All-electron Dirac Kohn-Sham calculations with Quantum ESPRESSO ld1.x 7.5 for the doubly charged ions In2+ to Xe2+, using the PBEsol functional, spherical densities, no spin polarisation and a point nucleus. In open shells the subshell of lower j is filled first. Eigenvalues are negative for bound levels.

## Analysis program

```python
# Table: 5s1/2 Kohn-Sham eigenvalue, <r>, <1/r> of In2+..Xe2+ (ld1.x, Dirac, PBEsol, spherical, no spin).
# Tested: assignment of rows by a subshell-step model (5s vs 5p electron added) against line/parabola
# in Z and the reversed order; frozen-orbital step -<1/r>+F0; hydrogenic scaling eps ~ <r>^-2.
T = {
    'ion': ['In2+', 'Sn2+', 'Sb2+', 'Te2+', 'I2+', 'Xe2+'],
    'Z': [49, 50, 51, 52, 53, 54],
    'N': [47, 48, 49, 50, 51, 52],
    'configuration': ['[Kr] (4d3/2)4 (4d5/2)6 (5s1/2)1', '[Kr] (4d3/2)4 (4d5/2)6 (5s1/2)2', '[Kr] (4d3/2)4 (4d5/2)6 (5s1/2)2 (5p1/2)1', '[Kr] (4d3/2)4 (4d5/2)6 (5s1/2)2 (5p1/2)2', '[Kr] (4d3/2)4 (4d5/2)6 (5s1/2)2 (5p1/2)2 (5p3/2)1', '[Kr] (4d3/2)4 (4d5/2)6 (5s1/2)2 (5p1/2)2 (5p3/2)2'],
    'eigenvalue_5s12': [-23.68, -26.155, -29.381, -32.546, -35.871, -39.208],  # eV
    'mean_radius_5s12': [2.3295, 2.2083, 2.0861, 1.9765, 1.876, 1.786],  # bohr
    'mean_inverse_radius_5s12': [0.55311, 0.58506, 0.62185, 0.65909, 0.69733, 0.73547],  # 1/bohr
}
import re, itertools
import numpy as np
from scipy.constants import physical_constants as pc
Ha = pc['Hartree energy in eV'][0]
ion = T['ion']; Z = np.array(T['Z'], float)
e = np.array(T['eigenvalue_5s12']); r = np.array(T['mean_radius_5s12']); u = np.array(T['mean_inverse_radius_5s12'])
def occ(s):
    return np.array([float((re.findall(re.escape('(' + s + ')') + r'(\d+)', c) or [0])[0]) for c in T['configuration']])
ns, p1, p3 = occ('5s1/2'), occ('5p1/2'), occ('5p3/2')
one = np.ones(6); z = Z - Z.mean()
Y = np.array([-e, 1 / r, u]).T
names = ['-eps [eV]', '1/<r> [1/bohr]', '<1/r> [1/bohr]']
print('rounding of a step: eps 0.001 eV, <r> 0.0001 bohr, <1/r> 0.00001, 1/<r> about 0.00003 1/bohr')
d = np.diff(Y, axis=0); um = (u[1:] + u[:-1]) / 2
print('step | d(-eps) eV | d<r> bohr | d(1/<r>) | d<1/r> | d(-eps)/mean<1/r> (atomic units)')
for k in range(5):
    print(f'{ion[k]}->{ion[k+1]} {d[k,0]:.3f} {r[k+1]-r[k]:.4f} {d[k,1]:.5f} {d[k,2]:.5f} {d[k,0]/Ha/um[k]:.3f}')
for j in range(3):
    print('change of step,', names[j], np.round(np.diff(d[:, j]), 5), f'; first/mean of rest {d[0,j]/d[1:,j].mean():.3f}')
print(f'Xe/In ratios: eps {e[-1]/e[0]:.3f}, <r> {r[-1]/r[0]:.3f}, <1/r> {u[-1]/u[0]:.3f}')
def fit(A, y):
    c = np.linalg.lstsq(A, y, rcond=None)[0]
    return c, y - A @ c
M = {'line in Z (2 par)': np.c_[one, z], 'parabola in Z (3 par)': np.c_[one, z, z**2],
     's,p steps (3 par)': np.c_[one, ns, p1 + p3], 's,p1/2,p3/2 steps (4 par)': np.c_[one, ns, p1, p3]}
for k, A in M.items():
    c, res = fit(A, Y); w = np.argmax(abs(res[:, 0]))
    print(k, '| rms', np.round(np.sqrt((res**2).mean(0)), 5), 'in eV, 1/bohr, 1/bohr')
    print('   -eps coefficients', np.round(c[1:, 0], 3), 'residuals eV', np.round(res[:, 0], 3), 'worst', ion[w])
A = M['s,p steps (3 par)']; span = np.ptp(Y, axis=0); sc = []
for p in itertools.permutations(range(6)):
    c, res = fit(A, Y[list(p)])
    if np.all(c[1] * c[2] > 0):
        sc.append((100 * np.mean(np.sqrt((res**2).mean(0)) / span), p, c[1, 0], c[2, 0]))
sc.sort()
print(f'{len(sc)} of 720 assignments have s and p steps of one sign; best four (rank 0 = shallowest, In..Xe):')
for s in sc[:4]:
    print(f'   ranks {s[1]} mean rms {s[0]:.2f} % of range, s step {s[2]:.3f} eV, p step {s[3]:.3f} eV')
rev = [s for s in sc if s[1] == (5, 4, 3, 2, 1, 0)][0]
print(f'reversed order: {rev[0]:.2f} % of range, {rev[0]/sc[0][0]:.1f} times the best')
# further output of the same calculation (hartree, bohr)
Fss, Fp1, Fp3 = 0.40777, 0.44519, 0.43545   # F0 5s-5s in Sn2+; 5s-5p1/2, 5s-5p3/2 in I2+
eSn, eI, dSn, dI = -0.96117, -1.3182, 1.098, 0.92402   # 5s levels; <r> of 4d5/2
iS, iI = ion.index('Sn2+'), ion.index('I2+')
print(f'F0/<1/r>: 5s-5s (Sn) {Fss/u[iS]:.3f}, 5s-5p1/2 (I) {Fp1/u[iI]:.3f}, 5s-5p3/2 (I) {Fp3/u[iI]:.3f}')
for nm, i, F in (('In->Sn', iS, Fss), ('Te->I', iI, Fp3)):
    fr = (u[i] - F) * Ha
    print(f'frozen step {nm}: <1/r> {u[i]*Ha:.2f} - F0 {F*Ha:.2f} = {fr:.2f} eV; actual {d[i-1,0]:.3f} eV; actual/frozen {d[i-1,0]/fr:.2f}')
print(f'F0(5s,5p1/2)-F0(5s,5p3/2) in I: {(Fp1-Fp3)*Ha:.3f} eV; step growth Sb->Te to Te->I: {d[3,0]-d[2,0]:.3f} eV')
print(f'Sn->I contraction: 4d5/2 {100*(1-dI/dSn):.1f} %, 5s {100*(1-r[iI]/r[iS]):.1f} %; 5s levels {eSn*Ha:.3f}, {eI*Ha:.2f} eV')
cr = np.polyfit(np.log(r), np.log(-e), 1); cu = np.polyfit(np.log(u), np.log(-e), 1)
print(f'exponent of -eps vs <r>: {cr[0]:.3f} (hydrogenic -2); vs <1/r>: {cu[0]:.3f} (hydrogenic +2)')
print('power-law error vs <r> %', np.round(100 * (np.exp(np.polyval(cr, np.log(r))) / -e - 1), 2))
g = -e * r**2
print('-eps<r>^2 [eV bohr^2]', np.round(g, 1), f'spread {100*np.ptp(g)/g.mean():.1f} %')
print('effective n from -eps<r>^2 = 9n^2/8 hartree bohr^2:', np.round(np.sqrt(8 * g / Ha / 9), 3))
print('<r><1/r>', np.round(r * u, 4), '(hydrogenic s: 1.5; nodeless Slater n=2: 1.25)')
assert np.all(d > 0)
assert np.all(np.argmin(d, axis=0) == 0)
assert -2.3 < cr[0] < -1.6
assert sc[0][1] == tuple(range(6))
```

Output:

```
rounding of a step: eps 0.001 eV, <r> 0.0001 bohr, <1/r> 0.00001, 1/<r> about 0.00003 1/bohr
step | d(-eps) eV | d<r> bohr | d(1/<r>) | d<1/r> | d(-eps)/mean<1/r> (atomic units)
In2+->Sn2+ 2.475 -0.1212 0.02356 0.03195 0.160
Sn2+->Sb2+ 3.226 -0.1222 0.02653 0.03679 0.196
Sb2+->Te2+ 3.165 -0.1096 0.02658 0.03724 0.182
Te2+->I2+ 3.325 -0.1005 0.02710 0.03824 0.180
I2+->Xe2+ 3.337 -0.0900 0.02686 0.03814 0.171
change of step, -eps [eV] [ 0.751 -0.061  0.16   0.012] ; first/mean of rest 0.758
change of step, 1/<r> [1/bohr] [ 2.97e-03  6.00e-05  5.20e-04 -2.40e-04] ; first/mean of rest 0.880
change of step, <1/r> [1/bohr] [ 0.00484  0.00045  0.001   -0.0001 ] ; first/mean of rest 0.850
Xe/In ratios: eps 1.656, <r> 0.767, <1/r> 1.330
line in Z (2 par) | rms [0.23744 0.00097 0.00181] in eV, 1/bohr, 1/bohr
   -eps coefficients [3.142] residuals eV [ 0.394 -0.273 -0.188 -0.165  0.019  0.214] worst In2+
parabola in Z (3 par) | rms [0.11152 0.00049 0.00076] in eV, 1/bohr, 1/bohr
   -eps coefficients [3.142 0.084] residuals eV [ 0.113 -0.217  0.036  0.059  0.075 -0.066] worst Sn2+
s,p steps (3 par) | rms [0.04637 0.00015 0.00042] in eV, 1/bohr, 1/bohr
   -eps coefficients [2.433 3.26 ] residuals eV [-0.     0.042  0.008 -0.086 -0.021  0.057] worst Te2+
s,p1/2,p3/2 steps (4 par) | rms [1.084e-02 4.000e-05 8.000e-05] in eV, 1/bohr, 1/bohr
   -eps coefficients [2.486 3.194 3.326] residuals eV [-0.    -0.011  0.022 -0.007 -0.008  0.004] worst Sb2+
261 of 720 assignments have s and p steps of one sign; best four (rank 0 = shallowest, In..Xe):
   ranks (0, 1, 2, 3, 4, 5) mean rms 0.21 % of range, s step 2.433 eV, p step 3.260 eV
   ranks (5, 4, 3, 2, 1, 0) mean rms 0.93 % of range, s step -3.527 eV, p step -3.077 eV
   ranks (5, 4, 3, 2, 0, 1) mean rms 10.47 % of range, s step -4.022 eV, p step -2.830 eV
   ranks (5, 4, 2, 3, 1, 0) mean rms 11.36 % of range, s step -4.160 eV, p step -2.761 eV
reversed order: 0.93 % of range, 4.3 times the best
F0/<1/r>: 5s-5s (Sn) 0.697, 5s-5p1/2 (I) 0.638, 5s-5p3/2 (I) 0.624
frozen step In->Sn: <1/r> 15.92 - F0 11.10 = 4.82 eV; actual 2.475 eV; actual/frozen 0.51
frozen step Te->I: <1/r> 18.98 - F0 11.85 = 7.13 eV; actual 3.325 eV; actual/frozen 0.47
F0(5s,5p1/2)-F0(5s,5p3/2) in I: 0.265 eV; step growth Sb->Te to Te->I: 0.160 eV
Sn->I contraction: 4d5/2 15.8 %, 5s 15.0 %; 5s levels -26.155, -35.87 eV
exponent of -eps vs <r>: -1.909 (hydrogenic -2); vs <1/r>: 1.778 (hydrogenic +2)
power-law error vs <r> % [ 0.1   0.36 -0.41 -0.34 -0.1   0.39]
-eps<r>^2 [eV bohr^2] [128.5 127.5 127.9 127.1 126.2 125.1] spread 2.7 %
effective n from -eps<r>^2 = 9n^2/8 hartree bohr^2: [2.049 2.041 2.044 2.038 2.031 2.021]
<r><1/r> [1.2885 1.292  1.2972 1.3027 1.3082 1.3135] (hydrogenic s: 1.5; nodeless Slater n=2: 1.25)
```
